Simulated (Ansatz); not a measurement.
LiMg: the change of energy above lowest point with volume scale

All results are calculated (Ansatz 0.2.0). Free energy against uniform scaling of the volume at fixed shape and fractions; periodic cell, basis, potentials, k mesh and filling as listed.

The cell before it is scaled or strained (space group Pmma, No. 51):
```
CELL_PARAMETERS angstrom
4.91260 0.00000 0.00000
0.00000 3.34020 0.00000
0.00000 0.00000 4.93400
ATOMIC_POSITIONS crystal
Li 0.75000 0.00000 0.25712
Li 0.25000 0.00000 0.74288
Mg 0.25000 0.50000 0.24387
Mg 0.75000 0.50000 0.75613
```

Settings of every row: functional LDA; dispersion none; potentials PAW; wave cutoff 500 eV; density cutoff 2000 eV; k mesh 5x7x5; k shift 0x0x0; occupations fermi dirac; smearing width 0.05 eV; spin none; SCF threshold exponent -10.

Limits: coarse k mesh, up to 40 meV an atom off; the cell comes from a prototype or a list of computed structures and needn't be the stable phase.

```
row  volume scale  V (Å³/atom)  energy above lowest point (meV/atom)
  1          0.88       17.812                                   5.8
  2          0.92       18.621                                     0
  3          0.96       19.431                                   0.8
  4             1       20.241                                   6.8
  5          1.04        21.05                                  17.2
  6          1.08        21.86                                     ?
  7          1.12       22.669                                  47.8
```

Question: what energy above lowest point should row 6 give?

Worked fit of energy above lowest point. Take u = (V_r/V)^(2/3) − 1 with V_r = 19.836 Å³ an atom, which is twice the finite (Eulerian) strain; such expansions in the strain, on which the Birch-Murnaghan equation of state is built, carry the rest volume and the bulk modulus. The shown rows have u = 0.07439, 0.04304, 0.01385, -0.01338, -0.03883, -0.08515. Least squares give energy above lowest point = 3.2 − 225.3 × u + 3503 × u² meV/atom; a straight line predicts inner rows, each left out in turn, worse (root mean square 8.7 against 0.053 meV/atom). All shown rows lie on it to the printed digit. Its lowest point lies at u = 0.0322, or V = 18.92 Å³ an atom, and the curvature there gives the bulk modulus at fixed shape and fractions, B = (4/9)(1 + u)² E″(u)/V = 28.1 GPa. Letting shape and atoms relax would as a rule lower it, by much in layered, chain or molecular crystals. The withheld row has u = -0.06272, so the fit gives 3.2 − 225.3 × (-0.06272) + 3503 × (-0.06272)² = 31.1 meV/atom.

The calculation gave 31.1 meV/atom. The fit meets it to the printed digit.
